Question

I have HSE06 gaps for wurtzite SiGe under four kinds of strain. The band gap rises and falls with no pattern I can see, and under uniaxial x it shrinks for both signs. Is there a simple trend underneath, and which rows really break it?

Wurtzite SiGe (P6_3mc, 4 atoms per cell, a = 3.906, c = 6.448 Å) under strain, computed with Ansatz 0.2.0 using HSE06, plane-wave PAW, a 420 eV cutoff, a 6×6×4 k mesh and no spin polarisation. Cell and atoms were relaxed with r2SCAN; uniaxial strain holds the sides, epitaxial strain frees the normal. Strains are per length, and changes are relative to the unstrained cell.

```
 strain kind  strain (%)  band gap (eV)  band gap change (eV)  least direct gap change (eV)  gap kind  energy rise per atom (meV)  pressure change (GPa)
epitaxial xy          -5          0.784                -0.189                         0.422  indirect                        84.5                   8.80
epitaxial xy        -1.5          0.992                 0.020                         0.293  indirect                         8.0                   2.30
epitaxial xy           3          0.529                -0.443                        -0.558    direct                        22.3                  -4.00
 hydrostatic         0.5          0.996                 0.023                        -0.047  indirect                         0.7                  -1.30
 hydrostatic         1.5          0.948                -0.024                        -0.139    direct                         9.4                  -3.50
 hydrostatic           3          0.812                -0.160                        -0.274    direct                        38.8                  -6.30
  uniaxial x          -4          0.570                -0.403                         0.036  indirect                        22.4                   3.80
  uniaxial x         2.5          0.672                -0.300                        -0.329  indirect                         6.1                  -2.00
  uniaxial x           5          0.412                -0.561                        -0.654  indirect                        25.5                  -3.70
  uniaxial z         1.5          0.962                -0.010                         0.112  indirect                         2.7                  -1.30
  uniaxial z           3          1.046                 0.074                         0.217  indirect                        11.0                  -2.40
  uniaxial z           5          0.990                 0.017                         0.196  indirect                        30.1                  -3.70
```

Answer

Start with the least direct gap change, the shift of the smallest vertical gap from its unstrained value of 1.087 eV at Γ. The band gap column is harder to read, because the valence top stays at Γ while the conduction minimum moves between valleys. While the cell stays hexagonal, symmetry allows a Γ gap only two first-order constants, with ε the strain as a fraction and z along c:

ΔE = D⊥(εxx + εyy) + Dz·εzz

A fit to the seven hexagonal rows with strains up to 3 % gives D⊥ = −8.41 eV and Dz = +7.49 eV. The two 5 % rows, epitaxial −5 and uniaxial z +5, also have their least direct gap at Γ, but they are held out because they leave this line, so the quality of the fit speaks only for the smaller strains. The rms misfit is 0.004 eV, above the rounding of the table but small beside shifts of tenths of an eV. The opposite signs show that shape matters as well as volume: stretching the plane closes the gap, stretching c opens it. One volume constant misses the same rows by 0.21 eV rms. The row-by-row residuals are printed below.

Zone folding argues for these signs. A primitive translation of the cubic lattice advances one bilayer along [111], while the wurtzite cell spans two bilayers along c, so the cubic L valley on that axis folds onto Γ. An L valley rises strongly when the crystal is stretched along its own axis, on top of a general fall with expansion, and this gives positive Dz and negative D⊥. The signs support this identification of the lowest conduction state, though its character was not checked directly. In a wurtzite semiconductor whose lowest Γ state is the ordinary s-like antibonding one, that state is nearly isotropic and falls with expansion in any direction, so volume would be a much better guide than it is here.

Three rows, none of them fitted, leave the line. Epitaxial −5 is the largest break. The free c axis answers with −0.334 times the in-plane strain:

εzz = (−0.334)(−0.05) = +0.0167
ΔE = (−8.41)(−0.10) + (7.49)(0.0167) = 0.841 + 0.125 ≈ +0.97 eV

The table has +0.422 eV, about 0.55 eV below the prediction. Uniaxial z +5 fails the same way: 7.49 × 0.05 ≈ 0.375 eV is predicted, yet the table turns back to 0.196 eV, below its value at +3.

These two look like changes of state more than bending of one state. Adding all three quadratic terms and fitting all nine hexagonal rows still leaves a worst miss of 0.082 eV. A column that reports the least of several gaps follows the lower envelope of their lines, so a crossing can only put it below the first line, as seen in both rows. The energy rise cannot show a crossing of empty states, which do not enter it, but it does test for a faulty cell or a change in which states are filled: once the linear term from the residual HSE06 stress is removed, ε² plus ε³ fits each strain kind within 0.1 meV per atom. That control is modest, with two constants for three rows and loosely converged stresses. The cells were also relaxed only within their symmetry, so they need not be dynamically stable, and the gaps were not checked cell by cell against a second code.

Which state takes over is untested. At z +5 my guess is the s-like Γ state, which expansion brings down while the folded state climbs. That guess does not carry over to epitaxial −5, where the volume shrinks. The least direct gap there is still at Γ, which rules out a vertical transition elsewhere among the sampled k points. What remains open is which other Γ state comes in, or whether two Γ states mix strongly enough to bend the line.

Uniaxial x lowers the symmetry to Cmc2₁ and splits the px, py doublet at the valence top. One member rises whichever way the strain goes, which adds a term −d|εxx − εyy|, equal for both signs at first order. The two tension rows give d = 4.68 eV and then lie on the line within 0.002 eV. At −4 the model predicts +0.149 eV and the table has +0.036 eV, with the direct gap still at Γ.

That third break of 0.113 eV can be partly located. The three M valleys split into one and two about a common centre, which hardly moves here, so the pair that drops in compression moves half as fast as the single valley that drops in tension; together with the rising valence top, this is why the band gap shrinks for both signs. With the valley slope taken from the tension rows, the band gap at −4 lies 0.078 eV below the model, while the Γ–M offset, in which the valence top cancels, misses by 0.036 eV. Most of the miss is thus shared by both gaps. A valence top that rises faster than linearly in compression would do this, but so would a common fall of both conduction states. The tension rows show no such bending, so the cause stays open. Spin–orbit coupling is absent here; it would split the doublet beforehand and round off the kink at zero strain.

The band gap column is the same envelope taken over valleys. Under hydrostatic expansion the M gap rises while the Γ gap falls, and the lines cross near +0.8 %, which gives the maximum and the change of gap kind to direct. The M line there is fixed exactly by two rows and checked only roughly by one mesh value. The label indirect at uniaxial x +5 rests on 0.02 eV and could flip with the settings.

One apparent break is sampling. At uniaxial z +1.5 an added off-mesh point found a third valley 0.084 eV below the mesh minimum, giving 0.962 eV. On the mesh alone that row has 1.046 eV, the same as z +3, so the listed rise between them is not established as physics. The band gaps at z +3, z +5 and epitaxial −5 all sit on the mesh point (0, 1/3, 1/4), which need not be the bottom of a valley, so they are upper bounds. The listed gap at epitaxial −1.5 is at M, but no off-mesh search was made there either, so the true minimum could be lower.

The analysis program printed:

```
unstrained: M gap 0.972, Gamma gap 1.087, difference 0.114 eV; table rounding 0.0005 eV
Gamma gap, 7 rows: D_perp -8.41 eV, D_z 7.49 eV, hydrostatic sum -9.33 eV, rms 0.0044 eV
valence doublet shift d (uniaxial x tension): 4.68 eV per unit strain
row | direct gap change: table, model, residual | direct minus least gap (eV)
epitaxial xy -5.0 | +0.422 +0.967 -0.545 | 0.725 indirect, predicted
epitaxial xy -1.5 | +0.293 +0.290 +0.003 | 0.388 indirect, fitted
epitaxial xy +3.0 | -0.558 -0.553 -0.005 | -0.000 direct, fitted
hydrostatic  +0.5 | -0.047 -0.047 -0.000 | 0.044 indirect, fitted
hydrostatic  +1.5 | -0.139 -0.140 +0.001 | -0.000 direct, fitted
hydrostatic  +3.0 | -0.274 -0.280 +0.006 | 0.001 direct, fitted
uniaxial x   -4.0 | +0.036 +0.149 -0.113 | 0.553 indirect, predicted
uniaxial x   +2.5 | -0.329 -0.327 -0.002 | 0.086 indirect, fitted
uniaxial x   +5.0 | -0.654 -0.655 +0.001 | 0.021 indirect, fitted
uniaxial z   +1.5 | +0.112 +0.112 -0.000 | 0.237 indirect, fitted
uniaxial z   +3.0 | +0.217 +0.225 -0.008 | 0.258 indirect, fitted
uniaxial z   +5.0 | +0.196 +0.375 -0.179 | 0.293 indirect, predicted
volume only, same 7 rows: slope -4.05 eV, rms 0.210, worst 0.341 eV
5-constant quadratic, 9 hexagonal rows: rms 0.035, worst 0.082 eV
epitaxial normal/in-plane strain ratio: -5.0%: -0.334, -1.5%: -0.330, +3.0%: -0.215
M valley, 2 rows, exact: in-plane 0.07 eV, along c 4.46 eV, hydrostatic sum 4.60 eV
M line at z +1.5: 1.039 eV; mesh gap there 1.046; off-mesh point lower by 0.084
M-Gamma crossing: hydrostatic +0.82% at gap 1.010 eV; epitaxial about +0.6%
mesh point (0,1/3,1/4), 3 rows, exact: 1.130 eV unstrained, in-plane 2.99, along c -2.80 eV
that point at z +1.5: 1.088 eV, 0.126 above the off-mesh value; listed rise z +1.5 to +3: +0.084
crude off-mesh valley (same depth) vs table: epixy -1.5: 0.90/0.99, epixy -5.0: 0.66/0.78, uni z +3.0: 0.92/1.05, uni z +5.0: 0.86/0.99
M line minus table gap: epitaxial -5 +0.256, z +3 +0.060, z +5 +0.205 eV
uniaxial x: single M valley drops 6.76 eV per unit tension, pair half of that in compression
x -4.0: gap change -0.403, model -0.325 (valence -0.187, valley -0.135), res -0.078; Gamma-M offset res -0.036
x +2.5: gap change -0.300, model -0.284 (valence -0.117, valley -0.169), res -0.016; Gamma-M offset res +0.014
x +5.0: gap change -0.561, model -0.569 (valence -0.234, valley -0.338), res +0.008; Gamma-M offset res -0.007
energy: stiffness 2(E-linear)/(V e^2) by row in GPa; fit K0 e^2/2 + cubic; rounding 0.05 meV
epitaxial: 486, 459, 412; K0 440, softening -2.1% per %, worst residual 0.09 meV
hydrostatic: 751, 738, 704; K0 773, softening -3.0% per %, worst residual 0.02 meV
uniaxial x: 195, 172, 166; K0 182, softening -1.8% per %, worst residual 0.08 meV
uniaxial z: 206, 197, 189; K0 210, softening -2.0% per %, worst residual 0.05 meV
linear term (meV/atom), hydrostatic rows: -0.55, -1.64, -3.29
bulk modulus from energy (GPa): 83, 82, 78; linear term ignored: 47, 70, 72
bulk modulus from pressure, secant (GPa): 87, 78, 70
```
